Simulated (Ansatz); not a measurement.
# A series in volume per atom on Sn

All results are calculated (Ansatz 0.2.0 development build). Equation of state of a cubic crystal from periodic Kohn-Sham density functional theory without spin; pressure corrected for the finite basis.

Cell of the first row (space group Fd-3m, No. 227):
```
cell vectors (Å)
   0.0000     3.2363     3.2363
   3.2363     0.0000     3.2363
   3.2363     3.2363     0.0000
atoms (fractions of the cell vectors)
Sn  0.00000  0.00000  0.00000
Sn  0.25000  0.25000  0.25000
```

Settings of every row: formula Sn; structure type diamond; functional r2SCAN; spin treatment none; k mesh 9x9x9; occupation method fermi-dirac; occupation width 0.1 eV; wave cutoff 640 eV; datasets hand-made PAW; density cutoff ratio 4; xc grid level 2.

Limits: the SCF threshold is loose for a stress in some rows.

```csv
row,volume per atom (Å³),pressure (GPa),energy above lowest point (meV/atom)
1,33.895,2.122,9.06
2,35,?,?
3,36.105,-0.751,0.82
4,37.211,-1.834,9.85
5,38.316,-2.733,25.7
```

Question: what pressure should row 2 give?

Worked fit of pressure. Take u = (V_r/V)^(2/3) − 1 with V_r = 36.658 Å³ an atom, which is twice the finite (Eulerian) strain; such expansions in the strain, on which the Birch-Murnaghan equation of state is built, carry the rest volume and the bulk modulus. The shown rows have u = 0.05363, 0.01019, -0.00993, -0.02906. Least squares give pressure = −1.3191 + 54.073 × u + 188.01 × u² GPa; a straight line predicts inner rows, each left out in turn, worse (root mean square 0.2 against 0.0071 GPa). The rows lie off it by 0.000, -0.002, 0.004, -0.001. The pressure vanishes at u = 0.0226, or V = 35.45 Å³ an atom, and there the bulk modulus at fixed shape and fractions is B = −V dP/dV = (2/3)(1 + u) dP/du = 42.7 GPa. The withheld row has u = 0.03134, so the fit gives −1.3191 + 54.073 × (0.03134) + 188.01 × (0.03134)² = 0.560 GPa.

The calculation gave 0.554 GPa. The fit lies 0.006 GPa (1.1 % of the value, 0.12 % of the column's range) above it; its largest miss of a shown row is 0.004 GPa.

The other values of row 2: energy above lowest point 0 meV/atom.
